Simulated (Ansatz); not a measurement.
SiPH5 (SMILES [SiH3]P): methods side by side

SiPH5: 7 atoms, total charge 0, spin state singlet. As SMILES, `[SiH3]P`. The shape is that of a GFN2-xTB optimisation.

```xyz
7

Si   -0.6408   -0.3615   -0.3959
P     1.0613   -0.0091    1.0077
H    -1.8255   -0.6029    0.4263
H    -0.2989   -1.5443   -1.1846
H    -0.8905    0.7689   -1.2937
H     0.6647    1.2602    1.3871
H     1.9298    0.4888    0.0531
```

Each level gives the energy change with the Si1–H4 bond stretched from 1.462 to 2.193 Å (eV). The values are calculated.

```tsv
level	kind	program	value (eV)	less FCI/STO-3G	CPU time (all runs)
SVWN5/STO-3G (restricted)	LDA	Ansatz	2.96	+0.11	2.2 s
PBE/STO-3G (restricted)	GGA	Ansatz	2.85	0.00	3.2 s
revPBE/STO-3G (restricted)	GGA	Ansatz	2.81	-0.04	3.1 s
BHLYP/STO-3G (restricted)	global hybrid	Ansatz	3.45	+0.60	3.1 s
wB97X/STO-3G (restricted)	range-separated hybrid	Ansatz	3.35	+0.50	17 s
CCSD(T)/STO-3G (restricted)	coupled cluster or CI	Ansatz	2.85	0.00	0.47 s
CCSD/STO-3G (restricted)	coupled cluster or CI	Ansatz	2.88	+0.03	0.41 s
FCI/STO-3G	exact in the basis	Ansatz	2.85	0.00	27 s
```

FCI/STO-3G is exact within its basis and frozen core, so for wave-function methods in that basis the difference is their error; functionals converge differently with the basis, so for them it is only a difference. The first shape isn't each level's own minimum. The values span 2.81 to 3.45 eV. All rows use very small basis sets, so none should be taken for the real molecule's value. Times are those of the runs behind each value, whatever else they computed, on shared processors of several kinds: orders of magnitude only.

Stretching the Si–H bond separates the functionals mainly by their treatment of exchange. The semilocal functionals lie between 2.81 and 2.96 eV, whereas BHLYP and wB97X give 3.45 and 3.35 eV. As the bonding and antibonding σ orbitals approach each other in energy, a closed-shell determinant retains too much ionic character. Exact exchange exposes this missing left-right correlation, while semilocal exchange partly mimics it; this probably explains the steeper rise with the hybrids, although their correlation parts also differ. The decrease from SVWN5 through PBE to revPBE fits the usual weakening of LDA overbinding by gradient corrections.

CCSD lies only 0.03 eV above FCI, and CCSD(T) removes that difference at the printed precision. Connected triples therefore matter little to this energy change, and the stretched bond is still within reach of a single-reference coupled-cluster treatment. This agreement doesn't carry over to full dissociation, where the near-degeneracy becomes much stronger and perturbative triples on a restricted reference can fail.
